**Question: Energy and pressure look converged on the 6×6×2 mesh. Why don't the forces?**

I'm choosing a k mesh for metallic InSe₂ and have compared several meshes, with the atoms held fixed, against an 8×8×4 reference (PBE).

InSe2, six-atom cell with random atomic displacements and strain, held fixed; Ansatz 0.2.0, plane-wave PAW, scalar-relativistic PBE, no spin polarisation. Cutoff 420 eV, Gaussian smearing 0.1 eV, Gamma-centred k meshes, reference 8×8×4. Energy is extrapolated to zero smearing, pressure is positive in compression, and force change is the largest over atoms and axes.

| k mesh | energy less reference (meV/atom) | pressure less reference (GPa) | largest force change (eV/Å) | irreducible k points |
| --- | --- | --- | --- | --- |
| 1x1x1 | 1200 | 16.1 | 2.66 | 1 |
| 2x2x1 | 79.5 | 2.18 | 0.362 | 4 |
| 4x4x1 | -23.0 | 0.001 | 0.175 | 10 |
| 4x4x2 | 12.1 | 0.487 | 0.153 | 20 |
| 6x6x2 | 2.17 | -0.002 | 0.134 | 40 |

At 6×6×2 the energy and pressure errors are tiny, yet a force is still off by 0.134 eV/Å. The energy also falls below the reference at 4×4×1 and then comes back above it. The pressure is nearly exact at 4×4×1, worse at the denser 4×4×2, and nearly exact again at 6×6×2. Is something wrong with these runs, or is this how a metal behaves?

**Answer**

A metal can behave this way. A k mesh replaces an average over all electron waves in the crystal by a sum over a few of them, each standing for a patch of k space. In a metal the Fermi surface, the border between filled and empty states, cuts through some patches. The mesh must treat such a patch almost as a whole, so some electrons are put on the wrong side of the border.

The energy hardly notices this mistake, because states at the border all lie close to the Fermi energy. Moving an electron from one to another costs little. The force notices it much more. Two states of equal energy can respond quite differently when an atom moves, for instance if one is bonding and the other antibonding.

Let $w$ be the number of misplaced electrons per cell, $\delta$ the distance of their level from the Fermi energy, and $g$ the change of that distance per ångström of atomic motion. Then, roughly,

$$|\Delta E|\approx w\,\delta,\qquad |\Delta F|\approx w\,g .$$

A denser mesh reduces $w$, and it also reduces $\delta$, since smaller patches span a narrower range of energies. The slope $g$ has no reason to shrink. The energy therefore gains twice where the force gains once.

The 6×6×2 mesh shows the sizes involved. It has 72 points, and a general point and its partner at $-k$ share the same energies. One band at such a pair holds $w = 2\times 2/72 = 0.056$ electrons. The energy error of 2.17 meV/atom is 13 meV for the six-atom cell, so if a single misplaced level caused both errors,

$$\delta\approx\frac{0.013\ \text{eV}}{0.056}\approx 0.23\ \text{eV},\qquad g\approx\frac{0.134\ \text{eV/Å}}{0.056}\approx 2.4\ \text{eV/Å}.$$

Both are reasonable values for a level near the Fermi energy of a bonded solid. One such level would be enough to give a good energy and a poor force together. This is a test of size only, since the level itself hasn't been identified, and the entropy term of this run, 0.008 eV per cell, is about five times what one level at the Fermi energy could give, so several levels are partly filled. Nor does one fixed slope describe the whole series: the slope needed rises from 0.70 eV/Å on 4×4×1 to 2.4 eV/Å on 6×6×2, so the levels involved, their number or the misplaced share of each must differ between meshes, or part of the difference lies in the reference. The picture explains why the force lags behind the energy, but not why the force error barely moves from 4×4×1 on, where $w$ falls 4.5-fold and the force error only 1.3-fold. For 2×2×1 the same estimate needs a level almost 1 eV away, and for the two 4×4 meshes one 0.55 and 0.58 eV away, several times the smearing, so on these meshes the coarse sampling of the full bands probably matters as well.

**How fast should the errors fall?** An $N$-fold division along an axis misses those variations in k space that belong to a repeat length $R$ of $N$ cell edges. At the Fermi surface the energy contribution, counted from the Fermi energy, has a kink, while the force contribution has a step. For a curved Fermi surface in three dimensions, theory then gives oscillating errors whose envelopes fall as $R^{-3}$ for the energy and $R^{-2}$ for the force. A nearly cylindrical surface would give $R^{-5/2}$ and $R^{-3/2}$, and the shape isn't known here, but in either case the energy is expected to fall one power faster. The smearing of 0.1 eV rounds the kink and the step, so on dense enough meshes the errors should fall faster than this.

From 4×4×2 to 6×6×2 the in-plane repeat grows by half, so the envelopes should fall by factors of 3.4 and 2.3. The calculated errors fall by 5.6 and 1.1. The force does lag behind, but the factors themselves are not reproduced. An envelope limits the swing of an oscillation and doesn't fix its value on a given mesh. The division along c also stayed the same in this step, so any error it causes could remain. The direction of a force error doesn't tell which division is to blame. On 4×4×2 the largest one, 0.153 eV/Å, points along c, but an electron misplaced by the in-plane division can push an atom along c too. Carrying the coarser metallic rows on to 6×6×2 doesn't settle the law of decay either. If the second division along c is assumed to shift the energy of the 2×2 mesh by as much as that of the 4×4 mesh, a power law gives 3.2 meV/atom and an exponential 1.3, on either side of the calculated value. The assumption is itself doubtful, since the stress error along c is −2.7 GPa on 2×2×1 but only −0.78 GPa on 4×4×1. The printed output below has the details.

**Why does the energy change sign?** The 4×4×1 mesh is unbalanced. Its four divisions reach about 15 Å in the plane, but its single division along c reaches only 9.7 Å. Adding the second division along c raises the energy by 35.1 meV/atom and leaves an error of +12.1. Refining only the plane, from 4×4×2 to 6×6×2, lowers the energy by 9.93 meV/atom, so most of that remainder seems to be in-plane. If the two errors roughly add, the 4×4×1 mesh combines a positive in-plane error with a larger negative one from c. Its energy below the reference is thus no sign of a better state, because a k mesh gives no upper bound to the energy.

**Why does the pressure look so good?** Pressure is the average of three stresses, and their errors can cancel. At 4×4×1 they are +0.33 and +0.46 GPa in the plane and −0.78 GPa along c. These signs fit the energy argument. Stretching an axis weakens the overlap between neighbouring cells, flattens the bands and so should shrink the sampling error, at least on coarse meshes. A positive energy error that shrinks on stretching acts as an outward push, and a negative one as an inward pull. The second division along c removes the pull, leaving an error of only +0.085 GPa on that axis. The in-plane errors grow to +0.60 and +0.78 GPa, and with nothing to cancel them they show up as a pressure error of 0.487 GPa.

At 6×6×2 none of the three stress errors exceeds about 0.2 GPa, and they cancel again. Pressure is also blind to shear, and the in-plane shear stress of this mesh is off by 1.4 GPa, more than on any other metallic mesh here. The explanation given for the force would allow this too, since levels near the Fermi energy can respond strongly to shear while misplacing them costs little energy. A single misplaced level would need a response of about 23 eV per unit of shear strain, which is a lot, so several levels would probably have to act together. Occupations point by point would be needed to check this.

**The 1×1×1 row is a different case.** With only one k point, the calculation finds a gap of 0.32 eV, whereas every other mesh gives a metal. That gap is an artefact of the sampling. A single point must also stand for the whole width of every filled band, so the row's huge errors shouldn't be read as the start of the metallic trend.

For your choice of mesh, this means testing the quantity you intend to use. The 6×6×2 force error is 23 % of the largest force component in the reference, and that is in a cell whose atoms had been displaced at random, so the forces are large. Near a relaxed structure the forces are smaller, and an error of similar size would matter more. If you need forces or cell shapes, compare force and stress components with a mesh denser than 8×8×4, since the reference itself hasn't been tested. Every point of the meshes up to 4×4×2 is also a point of 8×8×4, while most points of 6×6×2 are not, so part of the 6×6×2 force and shear differences may be the reference's own error. In an insulator the number of filled bands is the same at every k point, so there is no Fermi surface to cut through a patch, and theory expects both energy and force errors to fall exponentially.

Printed output of the fit:

```
Stress less reference in GPa:
    row      xx     yy      zz      xy
  1x1x1   25.38   21.2    1.69   1.897
  2x2x1    6.64   2.61    -2.7  -0.589
  4x4x1   0.326  0.462  -0.783   0.305
  4x4x2   0.599  0.779   0.085   0.347
  6x6x2  -0.053  0.214  -0.165  -1.412
One misplaced level:
    row  shortest repeat in A  electrons it carries  needed distance from Fermi energy in eV  needed slope in eV/A
  1x1x1                 3.861                     2                                      3.6                  1.33
  2x2x1                 7.722                   0.5                                    0.954                 0.724
  4x4x1                 9.694                  0.25                                    0.552                   0.7
  4x4x2                 15.44                 0.125                                   0.5808                 1.224
  6x6x2                 19.39               0.05556                                   0.2344                 2.412
Energy change from 4x4x1 to 4x4x2, meV/atom: 35.1
Energy change from 4x4x2 to 6x6x2, meV/atom: -9.93
Change of zz stress from 4x4x1 to 4x4x2, GPa: 0.868
In-plane energy error of 2x2x1 if the c shift adds, meV/atom: 114.6
Power law from two and four divisions carried to 6x6x2, meV/atom: 3.248
Exponential from two and four divisions carried to 6x6x2, meV/atom: 1.278
Factor by which the energy error falls from 4x4x2 to 6x6x2: 5.576
Factor by which the force error falls from 4x4x2 to 6x6x2: 1.142
Factor of the R^-3 envelope for energy over the same step: 3.375
Factor of the R^-2 envelope for force over the same step: 2.25
Factor by which the energy error falls from 2x2x1 to 6x6x2: 36.64
Factor by which the force error falls from 2x2x1 to 6x6x2: 2.701
Force error of 6x6x2 in percent of the largest reference force component: 22.91
Energy error of the Gamma-only row, eV per cell: 7.2
Zero-smearing correction in 2x2x1, meV/atom: 5.55
Independent k points of the reference mesh: 132
```
